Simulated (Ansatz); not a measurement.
**Ligand exchange: C2H4F2 + C2H3ClSn → CHClF2 + C3H6Sn**

Species: C2H4F2 (1,1-difluoroethane) `CC(F)F`, singlet; C2H3ClSn `C#[C][SnH2][Cl]`, singlet; CHClF2 (difluorochloromethane) `FC(F)Cl`, singlet; C3H6Sn `C#[C][SnH2][CH3]`, singlet. The partners trade CH3 for Cl: C–CH3 and Sn–Cl bonds give way to C–Cl and Sn–CH3.

Shapes, held fixed at every level: PBE0-D4/def2-TZVP. Programs: Ansatz 0.2.0. Electronic energies: no zero-point or thermal term.

| level | kind | ΔE (kJ/mol) | less CCSD(T)/def2-TZVPP |
| --- | --- | --- | --- |
| SPW92/def2-TZVPP | LDA | +129.1 | -10.2 |
| BHLYP-D4/def2-TZVPP | global hybrid | +156.4 | +17.1 |
| r2SCAN0-D4/def2-TZVPP | global hybrid | +147.1 | +7.8 |
| wB97X-V/def2-TZVPP | range-separated hybrid | +145.3 | +6.0 |
| B2PLYP/def2-TZVPP | double hybrid | +145.1 | +5.8 |
| MP2/def2-SVP | perturbation theory | +153.2 | +13.9 |
| CCSD(T)/def2-SVP | coupled cluster or CI | +152.8 | +13.5 |
| CCSD(T)/def2-TZVPP | coupled cluster or CI | +139.3 | 0.0 |

The highest level, CCSD(T)/def2-TZVPP, gives ΔE = +139.3 kJ/mol; the levels span +129.1 to +156.4. The column of differences is taken from that level and isn't an error. No measured value is set beside it here. For atoms past krypton def2 sets carry core potentials with scalar relativity. Correlated rows may include outer-core shells of Sn, which these sets cover unevenly.

The exchange is strongly uphill at every level, so chlorine prefers tin and methyl prefers carbon by a margin far larger than the spread between methods. The main reason is bond polarity. Tin is much more electropositive than carbon, and its bond to chlorine gains a large ionic contribution that the C–Cl bond, on a carbon already depleted by two fluorines, cannot match. The methyl group offers little compensation, since a strong C–C bond is traded for a longer, weaker Sn–C bond with poorer orbital overlap. With equal numbers of molecules on both sides, entropy is unlikely to reverse the preference.

In the small basis MP2 and CCSD(T) nearly coincide, at +153.2 and +152.8 kJ/mol, whereas enlarging the basis brings CCSD(T) down to +139.3. The MP2 offset therefore probably reflects the basis more than missing higher-order correlation. Because that basis shift is larger than the offsets of several functionals, the direction of the exchange is secure, but a fine ranking of those functionals is not.
